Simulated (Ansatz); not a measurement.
## LiPb: energy less free atoms and pressure against volume per atom

Periodic Kohn-Sham DFT of a crystal at fixed atoms; pressure and stress are positive in compression; the energy is the free energy less that of spherical unpolarised free atoms; site moments are those in the method's own spheres, positive along +z. The results are calculated, by Ansatz 0.2.0.

Cell of the first row (space group Pm-3m, No. 221):
```
CELL_PARAMETERS angstrom
3.45010 0.00000 0.00000
0.00000 3.45010 0.00000
0.00000 0.00000 3.45010
ATOMIC_POSITIONS crystal
Li 0.50000 0.50000 0.50000
Pb 0.00000 0.00000 0.00000
```

Settings of every row: method all-electron LAPW; functional LDA; relativity scalar; k mesh 10x10x10; filling fermi-dirac; smearing width 0.03 eV; basis error target 0.5 meV/atom; nucleus gaussian.

Atom start moment: 0 on all atoms.

Limits: no spin-orbit coupling on heavy atoms.

| row | volume per atom (Å³) | energy less free atoms (eV/atom) | pressure (GPa) |
| --- | --- | --- | --- |
| 1 | 20.534 | -3.4815 | 0.264 |
| 2 | 20.971 | -3.4811 | -0.595 |
| 3 | 21.407 | -3.4784 | -1.359 |
| 4 | 21.626 | -3.4763 | -1.708 |
| 5 | 21.844 | -3.4737 | -2.036 |
| 6 | 22.063 | ? | ? |
| 7 | 22.281 | -3.4673 | -2.636 |
| 8 | 22.718 | -3.4594 | -3.162 |
| 9 | 23.155 | -3.4502 | -3.622 |

Question: what energy less free atoms and pressure should row 6 give?

Worked fit of energy less free atoms. Take u = (V_r/V)^(2/3) − 1 with V_r = 21.735 Å³ an atom, which is twice the finite (Eulerian) strain; such expansions in the strain, on which the Birch-Murnaghan equation of state is built, carry the rest volume and the bulk modulus. The shown rows have u = 0.03862, 0.02414, 0.01019, 0.00336, -0.00333, -0.0164, -0.02906, -0.04131. Least squares give energy less free atoms = −3.47506 − 0.3847 × u + 5.452 × u² + 4.9 × u³ eV/atom; a parabola predicts inner rows, each left out in turn, worse (root mean square 7.7e-05 against 1.3e-05 eV/atom). All shown rows lie on it to the printed digit. Its lowest point lies at u = 0.0337, or V = 20.68 Å³ an atom, and the curvature there gives the bulk modulus at fixed shape and fractions, B = (4/9)(1 + u)² E″(u)/V = 43.8 GPa. The withheld row has u = -0.00994, so the fit gives −3.47506 − 0.3847 × (-0.00994) + 5.452 × (-0.00994)² + 4.9 × (-0.00994)³ = -3.4707 eV/atom.

The calculation gave -3.4707 eV/atom. The fit meets it to the printed digit.

Worked fit of pressure. Take u = (V_r/V)^(2/3) − 1 with V_r = 21.735 Å³ an atom, which is twice the finite (Eulerian) strain; such expansions in the strain, on which the Birch-Murnaghan equation of state is built, carry the rest volume and the bulk modulus. The shown rows have u = 0.03862, 0.02414, 0.01019, 0.00336, -0.00333, -0.0164, -0.02906, -0.04131. Least squares give pressure = −1.875 + 49.058 × u + 163.9 × u² GPa; a straight line predicts inner rows, each left out in turn, worse (root mean square 0.084 against 0.00068 GPa). The rows lie off it by 0.000, 0.000, -0.001, 0.000, 0.001, -0.001, 0.000, 0.000. The pressure vanishes at u = 0.0343, or V = 20.66 Å³ an atom, and there the bulk modulus at fixed shape and fractions is B = −V dP/dV = (2/3)(1 + u) dP/du = 41.6 GPa. The withheld row has u = -0.00994, so the fit gives −1.875 + 49.058 × (-0.00994) + 163.9 × (-0.00994)² = -2.346 GPa.

The calculation gave -2.345 GPa. The fit lies 0.001 GPa (0.026 % of the column's range) below it, one unit of the last digit.
